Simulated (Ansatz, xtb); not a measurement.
## Ligand exchange: SiH3Cl + CH2FI → SiH3I + CH2ClF

Species: SiH3Cl (chlorosilane) `[SiH3]Cl`, singlet; CH2FI (fluoroiodomethane) `FCI`, singlet; SiH3I `[SiH3]I`, singlet; CH2ClF (chlorofluoromethane) `FCCl`, singlet. The partners trade Cl for I: Si–Cl and C–I bonds give way to Si–I and C–Cl.

Shapes, held fixed at every level: PBE0-D4/def2-TZVP. Programs: Ansatz 0.2.0, xtb 6.7.1. The zero-point and thermal change to 298 K, harmonic and unscaled (PBE0-D4/def2-TZVP), is +0.7 kJ/mol.

```tsv
level	kind	ΔH(298 K) (kJ/mol)	less CCSD(T)/def2-TZVPP	CPU time (sum over the molecules)
GFN1-xTB	semi-empirical	+24.7	+6.7	0.22 s
HF/def2-SVP	Hartree–Fock	+6.3	-11.7	–
PBE-D4/def2-TZVPP	GGA	+14.0	-4.0	9.2 s
B3LYP-D4/def2-TZVPP	global hybrid	+18.8	+0.8	4.8 min
BHLYP-D4/def2-TZVPP	global hybrid	+15.2	-2.8	9.7 s
PBE0-D4/def2-TZVPP	global hybrid	+11.2	-6.8	8.8 s
wB97M-V/def2-TZVPP	range-separated hybrid	+15.3	-2.7	33 s
MP2/def2-SVP	perturbation theory	+8.2	-9.8	–
CCSD(T)/def2-TZVPP	coupled cluster or CI	+18.0	0.0	56 s
```

The highest level, CCSD(T)/def2-TZVPP, gives ΔH(298 K) = +18.0 kJ/mol; the levels span +6.3 to +24.7. The column of differences is taken from that level and isn't an error. No measured value is set beside it here. For atoms past krypton def2 sets carry core potentials with scalar relativity. Correlated rows may include outer-core shells of I, which these sets cover unevenly. Times are processor times on shared x86 and Arm servers, and rough.

The exchange is endothermic at every level, so chlorine prefers silicon and iodine prefers carbon. With a thermal contribution of only +0.7 kJ/mol, this preference is almost entirely electronic. Silicon is more electropositive than carbon, so its bond to a halogen is more polar and gains more when iodine is replaced by the smaller, more electronegative chlorine. Moving chlorine to carbon therefore gives up more bonding at silicon than it recovers at carbon. Fluorine on the same carbon probably modifies the balance through geminal donation into the carbon–halogen antibonding orbital, but the reaction energy alone does not isolate that effect.

The direction is better established than the magnitude. The two def2-SVP rows give the smallest values, which suggests that limited polarization flexibility around silicon and the halogens matters. Among the functionals, exact exchange brings no uniform shift: PBE0 lies below PBE, whereas B3LYP and BHLYP lie above it. The enthalpy says nothing about the barrier to exchange.
